\paragraph{Note 1. On ``salt changes the rate although it takes no part in the reaction''.}
An inert electrolyte acts on an $\mathrm{H^+}$-catalysed reaction in two ways. It changes the rate constant of the step that consumes $\mathrm{H^+}$ (the primary effect), and it displaces the acid--base equilibrium that supplies $\mathrm{H^+}$ (the secondary effect). Both follow from four premises.

(P1) Water is a continuum of relative permittivity $\varepsilon_r$, independent of salt. Ions are hard spheres with central charges $z_ie$ and one common distance of closest approach $a$.
(P2) The acid $\mathrm{HA}^{z+1}$ and its conjugate base $\mathrm{A}^{z}$ equilibrate with $\mathrm{H^+}$ much faster than the substrate reacts. The symbol $z$ is the signed charge number of the base.
(P3) Transition-state theory holds with a transmission coefficient independent of salt. The substrate S, of charge $z_S$, is present in traces and is not appreciably protonated. The activated complex contains S and one proton.
(P4) Salts are fully dissociated. Water has unit activity and neutral solutes have unit activity coefficients.

Conventions: concentrations $c_i=[i]$ are numbers in units of mol/L, so that the number density is $n_i=n^\circ c_i$ with $n^\circ=0.6022\ \mathrm{nm^{-3}}$. The chemical potential per particle is $\mu_i=\mu_i^\circ+k_BT\ln(\gamma_ic_i)$ with $\gamma_i\to1$ at infinite dilution. The ionic strength is $I=\frac12\sum_jc_jz_j^2$, $\lg$ means $\log_{10}$, and $x=[\mathrm{H^+}]$, $y=[\mathrm{OH^-}]$.

\paragraph{Note 2. On ``by Debye--H\"uckel theory''.}
Let $u(r)=e\phi(r)/k_BT$ be the mean reduced potential around an ion of charge $z_ie$, and $\ell_B=e^2/(4\pi\varepsilon_0\varepsilon_rk_BT)$ the Bjerrum length. For $r>a$ the other ions have densities $n_je^{-z_ju}$, and Poisson's equation reads $\nabla^2u=-4\pi\ell_B\sum_jz_jn_je^{-z_ju}$. Expand the exponentials to first order. The zeroth-order sum $\sum_jz_jn_j$ vanishes by electroneutrality, which leaves
\begin{equation}\label{pb}
\frac{1}{r^2}\frac{d}{dr}\Big(r^2\frac{du}{dr}\Big)=\kappa^2u,\qquad \kappa^2=4\pi\ell_B\sum_jn_jz_j^2=8\pi\ell_Bn^\circ I .
\end{equation}
The solution that vanishes at infinity is $u=Ce^{-\kappa r}/r$. No other ion centre enters $r<a$, so there $u=z_i\ell_B/r+u_0$, where the constant $u_0$ is the potential that the atmosphere sets up at the central ion. The permittivity is taken as the same on both sides, so $du/dr$ and $u$ are continuous at $r=a$. The first condition is $Ce^{-\kappa a}(1+\kappa a)/a^2=z_i\ell_B/a^2$, and the second then gives $u_0$:
\begin{equation}\label{u0}
C=\frac{z_i\ell_Be^{\kappa a}}{1+\kappa a},\qquad u_0=\frac{z_i\ell_B}{a(1+\kappa a)}-\frac{z_i\ell_B}{a}=-\frac{z_i\ell_B\kappa}{1+\kappa a}.
\end{equation}

\paragraph{Note 3. On the factor one half.}
The excess chemical potential is not $z_iu_0k_BT$, because the atmosphere exists only in response to the central charge. Charge one ion reversibly from $0$ to $z_ie$. A single ion does not alter $\kappa$, so at charge $\lambda z_ie$ the atmosphere potential is $\lambda u_0$, and
\begin{equation}\label{gam}
\ln\gamma_i=\int_0^1z_i\lambda u_0\,d\lambda=-\frac{z_i^2\ell_B\kappa}{2(1+\kappa a)} .
\end{equation}
The work against the ion's own field does not depend on salt and belongs to $\mu_i^\circ$. With $\kappa=B\sqrt I$,
\begin{equation}\label{dh}
\lg\gamma_i=-Az_i^2f,\quad f=\frac{\sqrt I}{1+Ba\sqrt I},\quad B=\sqrt{8\pi\ell_Bn^\circ},\quad A=\frac{\ell_BB}{2\ln10}.
\end{equation}
The limiting law is $f\to\sqrt I$. At $T=298.15$ K, $k_BT=0.02569$ eV and $e^2/4\pi\varepsilon_0=1.440$ eV\,nm. The typical value $\varepsilon_r=78.4$ gives $\ell_B=0.715$ nm, $B=3.29\ \mathrm{nm^{-1}}$ and $A=0.511$, and these rounded values are used below.

The common $a$ has a thermodynamic reason. Equation \eqref{gam} equals $\partial g_{\rm el}/\partial n_i$ for the single free-energy density (in units of $k_BT$) $g_{\rm el}=-[\ln(1+\kappa a)-\kappa a+\frac12\kappa^2a^2]/(4\pi a^3)$, since $dg_{\rm el}/d\kappa=-\kappa^2/[4\pi(1+\kappa a)]$ and $\partial\kappa/\partial n_i=2\pi\ell_Bz_i^2/\kappa$. With one size $a_i$ per ion, $\partial\ln\gamma_i/\partial n_j$ would be proportional to $z_i^2z_j^2/(1+\kappa a_i)^2$, which is not symmetric in $i$ and $j$ as a second derivative must be. Individual sizes are an empirical device.

\paragraph{Note 4. On ``the dissociation constant depends on ionic strength''.}
The thermodynamic constant does not. By (P2), $\mu_{\rm HA}=\mu_{\rm H}+\mu_{\rm A}$, hence
\begin{equation}\label{K}
K_a=e^{-(\mu_{\rm H}^\circ+\mu_{\rm A}^\circ-\mu_{\rm HA}^\circ)/k_BT}=K_c\,\frac{\gamma_{\rm H}\gamma_{\rm A}}{\gamma_{\rm HA}},\qquad K_c=\frac{x[\mathrm A]}{[\mathrm{HA}]} .
\end{equation}
What depends on salt is the concentration quotient $K_c$. Insert \eqref{dh} with the charges $1$, $z$ and $z+1$:
\begin{equation}\label{Kc}
\lg K_c=\lg K_a+Af\,[1+z^2-(z+1)^2]=\lg K_a-2Azf .
\end{equation}
Screening favours the side with the larger sum of squared charges. The charges in $\gamma_{\rm H}\gamma_{\rm A}/\gamma_{\rm HA}$ add to $1+z-(z+1)=0$, so this combination belongs to a neutral transfer and needs no convention on single-ion activities. Solving for $x$ at a fixed ratio $\rho=[\mathrm{HA}]/[\mathrm A]$ gives the result:
\begin{equation}\label{main}
\lg[\mathrm{H^+}]=\lg(K_a\rho)-2Azf\ \longrightarrow\ \lg(K_a\rho)-2Az\sqrt I\quad(I\to0).
\end{equation}
The shift is zero for $\mathrm{BH^+/B}$ ($z=0$), where one cation stands on each side, $+2A\sqrt I$ for $\mathrm{HA/A^-}$, and $+4A\sqrt I$ for $\mathrm{H_2PO_4^-/HPO_4^{2-}}$ ($z=-2$). For water the same step gives $xy=K_w10^{2Af}$, so that
\begin{equation}\label{oh}
\lg[\mathrm{OH^-}]=\lg\frac{K_w}{K_a\rho}+2A(z+1)f .
\end{equation}
For hydroxide the charge of the acid takes the place of that of the base. Its concentration is free of a salt effect in $\mathrm{HA/A^-}$ and falls with salt in phosphate.

\paragraph{Note 5. On ``the buffer ratio stays fixed''.}
What the experimenter fixes are the amounts made up, $c_a$ of acid form and $c_b$ of base form. A rise of $x$ must be paid for by dissociation of HA or of water. The proton balance is $[\mathrm{HA}]=c_a-\delta$, $[\mathrm A]=c_b+\delta$ with $\delta=x-y$. Put $s=Af\ln10$, so that $d\ln K_c=-2z\,ds$ and $d\ln(xy)=2\,ds$, where $I$ counts all ions, those of the buffer included. Differentiate $\ln x+\ln(c_b+\delta)-\ln(c_a-\delta)=\ln K_c$:
\begin{equation}
d\ln x+g\,d\delta=-2z\,ds,\qquad g=\frac1{[\mathrm A]}+\frac1{[\mathrm{HA}]} .
\end{equation}
Since $dy=y(2\,ds-d\ln x)$, one has $d\delta=(x+y)\,d\ln x-2y\,ds$, and therefore
\begin{equation}\label{sens}
\frac{d\lg x}{d(Af)}=\frac{d\ln x}{ds}=\frac{-2z+2yg}{1+(x+y)g}.
\end{equation}
Equation \eqref{main} is the limit $(x+y)g\ll1$, which is the precise meaning of a fixed ratio. As acid and base are removed, $g\to\infty$ and $x=y$, and the slope tends to $1$, as it must for water, where $x^2=K_w10^{2Af}$.

\paragraph{Note 6. On the unbuffered weak acid.}
Set $c_b=0$ and neglect $y$ against $x$. With degree of dissociation $\alpha$, $[\mathrm A]=x=\alpha c_a$ and $[\mathrm{HA}]=(1-\alpha)c_a$, so $xg=1+\alpha/(1-\alpha)=1/(1-\alpha)$ and \eqref{sens} becomes
\begin{equation}\label{unb}
\frac{d\lg x}{d(Af)}=-2z\,\frac{1-\alpha}{2-\alpha}.
\end{equation}
For a neutral acid ($z=-1$) with $\alpha\ll1$ the slope is $1$: $x^2\simeq K_cc_a$, and $\lg x$ shifts by $+A\sqrt I$. The shift is half that of the buffer because $[\mathrm{A^-}]$ rises along with $x$ and takes half of the change in $\lg K_c$. The statement needs the word ``weak'': the slope falls to $2/3$ at $\alpha=1/2$ and to zero for a strong acid, whose $x$ is fixed by stoichiometry. Equation \eqref{unb} does not describe a solution of $\mathrm{NaH_2PO_4}$ alone, in which the anion also takes up protons and the balance needs a term for $\mathrm{H_3PO_4}$.

\paragraph{Note 7. On whether the rate follows $[\mathrm{H^+}]$ or its activity.}
The rate is a flux, the number of complexes on the dividing surface per volume times a crossing frequency, so $v=(k_BT/h)[\ddagger]$ with the concentration of the complex. By (P3), $\mu_\ddagger=\mu_S+\mu_{\rm H}$, which defines $K^\ddagger=\gamma_\ddagger[\ddagger]/(\gamma_S[\mathrm S]\gamma_{\rm H}x)$. With $k_0=(k_BT/h)K^\ddagger$ this yields the Br\o nsted--Bjerrum form,
\begin{equation}\label{bb}
v=k_{\rm H}\,x[\mathrm S],\quad k_{\rm H}=k_0\frac{\gamma_S\gamma_{\rm H}}{\gamma_\ddagger},\quad \lg\frac{k_{\rm H}}{k_0}=Af\,[(z_S+1)^2-z_S^2-1]=2Az_Sf .
\end{equation}
For a neutral substrate $\gamma_{\rm H}$ cancels against $\gamma_\ddagger$, the primary effect vanishes, and the rate follows the concentration. The observed first-order constant $k_{\rm obs}=k_{\rm H}x$ combines \eqref{bb} with \eqref{K}:
\begin{equation}\label{kobs}
k_{\rm obs}=k_0K_a\rho\,\frac{\gamma_S\gamma_{\rm HA}}{\gamma_{\rm A}\gamma_\ddagger},\qquad \lg k_{\rm obs}=\lg(k_0K_a\rho)+2A(z_S-z)f .
\end{equation}
Here $\gamma_{\rm H}$ has dropped out altogether. The total is the salt effect of the formal process $\mathrm{S+HA\to\ddagger+A}$ among the species whose concentrations are held. A slope of $\lg k_{\rm obs}$ against $\sqrt I$ therefore gives only $z_S-z$. A neutral substrate in phosphate shows the slope $4A$, which a reader who forgets the buffer would assign to a step between ions with charge product $+2$. A substrate with $z_S=z$ shows no slope at all.

\paragraph{Note 8. On pH.}
With $\mathrm{pH}=-\lg(\gamma_{\rm H}x)$, equations \eqref{main} and \eqref{dh} give
\begin{equation}\label{ph}
\mathrm{pH}=-\lg(K_a\rho)+(2z+1)Af .
\end{equation}
In phosphate the pH falls by $3Af$ while $\lg x$ rises by $4Af$. In $\mathrm{BH^+/B}$ the pH rises by $Af$ while $x$ does not move. The combination $\gamma_{\rm HA}/\gamma_{\rm A}$ behind \eqref{ph} carries net charge, so beyond the limiting law it rests on a convention, which \eqref{main} and \eqref{kobs} do not need. If the pH is readjusted to one value after each addition of salt, $\rho$ is no longer fixed, $x=10^{-\mathrm{pH}}/\gamma_{\rm H}$, and $\lg k_{\rm obs}$ shifts by $(2z_S+1)Af$ in any buffer.

\paragraph{Note 9. On the reference state.}
The shifts are counted from $I=0$, which a buffer cannot reach, since $(x+y)g\ll1$ fails on dilution. What can be observed is a difference between two ionic strengths. For $c_a$ of $\mathrm{NaH_2PO_4}$, $c_b$ of $\mathrm{Na_2HPO_4}$ and $c_s$ of NaCl,
\begin{equation}\label{I}
I=\tfrac12\big[(c_a+2c_b+c_s)+c_a+4c_b+c_s\big]=c_a+3c_b+c_s .
\end{equation}
Raising the buffer concentration at fixed $\rho$ thus raises $k_{\rm obs}$ even when only $\mathrm{H^+}$ catalyses, and this imitates catalysis by the buffer acid. A test for the latter must hold $I$ constant by lowering $c_s$.

\paragraph{Note 10. On temperature.}
The salt term lowers the apparent activation free energy of a neutral substrate: $\delta G^\ddagger=2zs\,k_BT$, negative for $z<0$. In the limiting law $s\propto\ell_B^{3/2}\propto(\varepsilon_rT)^{-3/2}$ at fixed $I$ in mol/L. With $\tau=d\ln\varepsilon_r/d\ln T$, the shift of the Arrhenius energy $k_BT^2\,d\ln k_{\rm obs}/dT$ is
\begin{equation}\label{Ea}
\delta E_a=k_BT(-2zs)\frac{d\ln s}{d\ln T}=3zs\,(1+\tau)\,k_BT .
\end{equation}
For water $\tau<-1$, so for $z<0$ the salt raises $E_a$ while it accelerates the reaction, and the acceleration is entropic. The factor $K_a$ in \eqref{kobs} adds the ionisation enthalpy of the buffer to $E_a$ as a separate term that does not depend on salt.

\paragraph{Note 11. Range of validity.}
(i) \emph{Ion size.} The limiting shift exceeds the finite-size one by the factor $1+Ba\sqrt I$. For the illustrative $a=0.40$ nm, $Ba=1.316$, and the excess reaches ten per cent at $I=0.006$. At $I=0.1$ the phosphate shift is $0.646$ by the limiting law and $0.456$ with finite size, a factor $1.55$ in $x$. The complex counts as one central charge only while its size is small against $1/\kappa$.

(ii) \emph{Linearisation.} Equation \eqref{pb} needs $|z_ju|\ll1$. For a monovalent ion near $\mathrm{HPO_4^{2-}}$ at $I=0.01$, $u=Ce^{-\kappa r}/r$ with \eqref{u0} gives $|u|=0.17$ at $r=1/\kappa$ but $3.2$ at contact. The region of failure has a size of order $\ell_B$ and is occupied with a probability proportional to $I$, so the corrections are of order $I$ or $I\ln I$ and the $\sqrt I$ term survives as $I\to0$. Their size can be estimated by counting as pairs the counter-ions within Bjerrum's distance $q=|z_iz_j|\ell_B/2$, the minimum of $r^2e^{2q/r}$:
\begin{equation}\label{kp}
K_p=4\pi n^\circ\int_a^qr^2e^{2q/r}\,dr .
\end{equation}
For $\mathrm{Na^+}$ with a monovalent anion $q=0.36$ nm lies below $a$ and no pairs are counted. For $\mathrm{Na^+}$ with $\mathrm{HPO_4^{2-}}$, $q=0.715$ nm and $K_p=10$ (L/mol). The pair has charge $-1$, so its concentration quotient is $K_p10^{-Af(1+4-1)}$. The free base falls to $c_b/(1+K_p10^{-4Af}[\mathrm{Na^+}])$, and $\lg x$ gains $\lg(1+K_p10^{-4Af}[\mathrm{Na^+}])$. The estimate is generous, since a consistent pairing model would also lower $I$ and move the closest approach of the unpaired ions out to $q$, and both changes reduce the shift. Multivalent cations pair far more strongly with the base and are not inert salts here.

(iii) \emph{Terms linear in $I$.} Excluded volume, salting-out of a neutral substrate and the activity of water are omitted. They are all that remains when $z=z_S$.

(iv) \emph{Composition.} One needs $(x+y)g\ll1$, negligible neighbouring ionisation steps, and no acid taken up from air.

(v) \emph{Mechanism.} With parallel paths, $k_{\rm obs}=k_w+k_{\rm H}x+k_{\rm OH}y+k_{\rm HA}[\mathrm{HA}]+\dots$, the slope $d\lg k_{\rm obs}/d(Af)$ is the mean of the slopes of the paths weighted by their shares of the rate. For a neutral substrate in phosphate these slopes are $0$, $+4$, $-2$ and $0$.

\paragraph{Note 12. Numerical illustration.}
Take a neutral substrate at $298.15$ K that reacts only through $\mathrm{H^+}$, in $c_a=c_b=0.00050$, so $\rho=1$. State 1 has no NaCl and $I=0.0020$ by \eqref{I}. State 2 has $c_s=0.0080$ and $I=0.0100$. The Debye lengths $1/\kappa$ are $6.8$ and $3.0$ nm, and $[\mathrm{Na^+}]=0.0015$ and $0.0095$. Typical inputs are $\mathrm pK_a=7.20$ for the second ionisation, $2.15$ and $12.35$ for the first and third, $\mathrm pK_w=14.00$ and $\tau=-1.37$. With $a=0.40$ nm, $f=0.0422$ and $0.0884$, and $4A=2.044$. The table gives $\lg k_{\rm obs}-\lg(k_0K_a)$ in each state, the difference (from unrounded entries) and the rate factor $k_2/k_1$. The value of $\mathrm pK_a$ cancels from all of them.

\begin{center}
\begin{tabular}{lcccc}
model & state 1 & state 2 & difference & $k_2/k_1$\\ \hline
limiting law & 0.091 & 0.204 & 0.113 & 1.30\\
common $a=0.40$ nm & 0.086 & 0.181 & 0.094 & 1.24\\
same, $a_\ddagger=0.90$ nm & 0.085 & 0.175 & 0.090 & 1.23\\
common $a$, with pairs & 0.092 & 0.207 & 0.115 & 1.30\\
\end{tabular}
\end{center}

The third row is a sensitivity test in the empirical sense of Note 3. It splits $4Af$ in \eqref{kobs} into $3Af$ from $\gamma_{\rm HA}/\gamma_{\rm A}$ and $Af$ from $1/\gamma_\ddagger$, and gives the complex an illustrative larger size. The fourth row adds the pairing terms $0.005$ and $0.026$. Finite size lowers the difference by $0.019$ and pairing raises it by about $0.021$ at most. Each is near a fifth of the effect, so the closeness of the first and last rows is a cancellation within the model.

In the second row $x$ rises from $7.7\times10^{-8}$ to $9.6\times10^{-8}$, and the activation free energy falls by $k_BT\ln10\times0.094=5.6$ meV. The conventional pH of \eqref{ph} falls by only $0.071$, so a rate taken as proportional to $10^{-\mathrm{pH}}$ would rise by $1.18$ instead of $1.24$. The same change of $I$ gives rate factors of $1.11$ in an $\mathrm{HA/A^-}$ buffer, unity in $\mathrm{BH^+/B}$, $1.06$ in an unbuffered weak neutral acid, and $0.90$ for a hydroxide path in phosphate. For state 2 against $I=0$ the limiting law has $\delta G^\ddagger=-12$ meV, and \eqref{Ea} gives $\delta E_a=+7$ meV.

The remaining premises can be audited in state 2. Equation \eqref{oh} gives $y=1.3\times10^{-7}$. With $g=4000$, $(x+y)g=9.0\times10^{-4}$, and the slope \eqref{sens} is $3.997$ instead of $4$. Applying \eqref{Kc} with $z=-1$ and $z=-3$ gives $[\mathrm{H_3PO_4}]/[\mathrm{H_2PO_4^-}]=1.1\times10^{-5}$ and $[\mathrm{PO_4^{3-}}]/[\mathrm{HPO_4^{2-}}]=8.7\times10^{-6}$. The added salt brings $0.016$ mol/L of ions. Their excluded volume changes $\lg\gamma$ of one ion by $\frac43\pi a^3n^\circ\times0.016/\ln10=0.0011$, and a typical salting-out coefficient of $0.2$ L/mol changes $\lg\gamma_S$ by $0.0016$. The total solute concentration $0.0185$ and the approximate molar volume of water, $0.018$ L/mol, lower $\lg$ of the water activity by about $1.4\times10^{-4}$. All of these lie an order of magnitude or more below the size and pairing terms. The mechanistic premise is the exposed one. Catalysis by $\mathrm{H_2PO_4^-}$ equals that by $\mathrm{H^+}$ once $k_{\rm HA}/k_{\rm H}=x/c_a=1.9\times10^{-4}$, and at that point it halves the slope.

The model's answer, resting on the assumed $a$ and on a pure $\mathrm{H^+}$ path, is that $0.0080$ mol/L of NaCl speeds the reaction by a factor between $1.2$ and $1.3$, although the second-order constant $k_{\rm H}$ of the neutral substrate is unchanged at this order.